ZnInGaO₄ is a layered oxide semiconductor. Its crystal is squeezed and stretched from the volume at which it has no pressure, and the atoms and the cell shape settle anew at each volume. Below, $V$ is the volume per atom, $P$ the pressure and $E_g$ the band gap. A negative pressure means that the crystal is being pulled apart.

ZnInGaO4 (space group R3m, 7-atom primitive cell), with cell shape and atoms relaxed at each fixed volume, computed with Ansatz 0.2.0 (PBE, plane-wave PAW, scalar-relativistic, no spin polarisation). The cutoff is 420 eV, the k mesh 12×12×12 and the Gaussian smearing 0.02 eV. Energies are per atom, counted from the minimum of a third-order Birch-Murnaghan fit.

```csv
volume per atom (Å³/atom),energy over minimum (meV/atom),pressure (GPa),band gap on mesh (eV)
10.674,106.3,26.34,1.620
11.037,56.2,18.02,1.484
11.401,23.5,10.98,1.357
11.765,5.5,5.03,1.233
12.129,0.0,-0.01,1.112
12.493,5.0,-4.28,0.998
12.857,18.9,-7.88,0.892
13.342,49.0,-11.82,0.765
```

**(a) The gap shrinks whenever the volume grows. What in the bonding causes this, and why does the last step, from 12.857 to 13.342 Å³, look too large?**

*Solution.* The top of the filled bands in such an oxide consists mainly of oxygen 2p orbitals. The bottom of the empty bands consists mainly of metal s orbitals, mixed out of phase with orbitals of the neighbouring oxygen atoms. Such a state is antibonding: the closer metal and oxygen come, the stronger the overlap and the higher its energy. Compression therefore lifts the empty band.

Compression also broadens the oxygen band, which raises its top and works towards a smaller gap. The table shows that the opening wins at every step. That the metal–oxygen antibonding state is responsible is argued here from the chemistry of such oxides; no orbital analysis is available to confirm it.

The last step only looks irregular. The gap drops by 0.127 eV there, after 0.106 eV in the step before, but the volume step is also larger, 0.485 instead of 0.364 Å³. A fair comparison divides the change in gap by the relative change in volume, that is, by the change in $\ln V$. Measured in this way the last step is the weakest of all, 3.4 eV per unit of $\ln V$, whereas the steps on the compressed side lie between 3.9 and 4.1 eV.

**(b) How much does one gigapascal open the gap, and can that figure be carried up to 26 GPa?**

*Solution.* Pressure acts on the gap by way of the volume. Two questions are therefore involved: how far a given pressure squeezes the crystal, and how strongly the gap responds to that squeeze. With the bulk modulus $B=-dP/d\ln V$, which measures stiffness,

$$\frac{dE_g}{dP}=\frac{1}{B}\left(-\frac{dE_g}{d\ln V}\right).$$

The two rows on either side of equilibrium, 11.765 and 12.493 Å³, give 3.914 eV per unit of $\ln V$ and $B=155$ GPa. The gap thus opens by about 39 meV for each per cent of volume lost, or 25 meV for each gigapascal.

Now try both figures on the most compressed row, which played no part in obtaining them. The straight line in pressure predicts $1.112+0.0252\times26.34=1.78$ eV. The straight line in $\ln V$ predicts $1.112+3.914\times\ln(12.129/10.674)=1.61$ eV. The calculated gap is 1.620 eV, so the volume gives nearly the right answer, while the pressure overstates the opening of about 0.51 eV by almost a third.

The pressure line fails because the crystal stiffens. Its ions have closed shells, and the repulsion between closed shells rises very steeply as they are pushed into one another. The energies show this lopsidedness: 6 % less volume costs 23.5 meV per atom, but 6 % more costs only 18.9 meV. Each further gigapascal therefore buys less compression than the one before.

Between the most stretched and the most compressed step the bulk modulus rises from 106 to 249 GPa. The gap's response to volume also grows, but only by a factor of 1.19. Stiffening dominates, and the opening per gigapascal falls by half, from 32 to 16 meV.

For practical use, first convert the pressure into a change of $\ln V$, then multiply the size of that change by 3.914 eV. The gap grows by this amount when the volume shrinks and falls by it when the volume grows. On the stretched side this is less accurate: at 13.342 Å³ it gives 0.74 eV instead of 0.765 eV. The rule holds for uniform pressure, not for a film strained in its plane by a substrate. It also comes from a single ordered arrangement of the metals, whereas in the real material zinc and gallium share sites at random.

**(c) Why does the response to volume weaken as the crystal is stretched, and does the shape of the curve reveal the cause of the gap's opening?**

*Solution.* Let $d$ be a typical metal–oxygen distance. An electron confined to a length $d$ has a kinetic energy proportional to $1/d^2$, and the coupling between neighbouring orbitals follows roughly the same law. If all distances scale together, $d$ grows as $V^{1/3}$. This is reasonable on the compressed side, where the cell keeps almost the same shape, but the individual bond lengths were not followed. Suppose that the gap follows these energies in direct proportion, on top of a separation of the atomic levels that does not depend on volume. Then

$$E_g=A+C\,(V/V_0)^{-2/3},$$

where $V_0=12.129$ Å³ is the volume of the row with the lowest energy.

The model offers a simple reason for the weakening. When the atoms are already far apart, their orbitals overlap less, and a further per cent of volume has less coupling left to remove. A least-squares fit to all eight rows gives $A=-4.60$ eV and $C=5.72$ eV, with a typical miss of 3 meV. Read literally, the negative $A$ would put the metal level below the oxygen level, which is the wrong way round for an oxide. The constants therefore describe the curve and are not energies of real levels.

The close fit hides a weakness. Between the most compressed and the most stretched step, the $1/d^2$ law lets the response to volume fall by a factor of 1.13, but the calculated factor is 1.19. Nor does the calculated response fall evenly: from 11.037 Å³ to equilibrium it stays between 3.91 and 3.97 eV per unit of $\ln V$, and most of the weakening comes on the stretched side, whereas the law has it fall steadily throughout. Something beyond this simple law must contribute. One candidate is the assumed proportionality. In a strongly ionic crystal the coupling is small beside the separation of the levels, and it is then expected to push them apart by an amount that goes as its square, roughly as $1/d^4$. Such a term weakens faster under tension. A shift of the atomic levels, or bonds that stretch unequally, could also play a part, and the table cannot tell these apart.

There is also a second way to open the gap. In an ionic crystal the surrounding charges hold electrons on oxygen and keep them off the metal, and this electrostatic separation grows as $1/d$ when the ions approach. A $1/d$ law fitted to the same eight rows misses by typically 4 meV, hardly worse on a total change of 0.855 eV, though it lets the response to volume weaken even less, by a factor of 1.065. Over so narrow a range of distances the two laws are nearly the same curve.

PBE makes gaps in such oxides far too small. Changes with volume usually suffer less, but they can be off as well. How much of the opening comes from stronger overlap and how much from electrostatics remains open. A first step would be to follow the orbital make-up of both band edges, and their energies on a common scale, from one volume to the next.
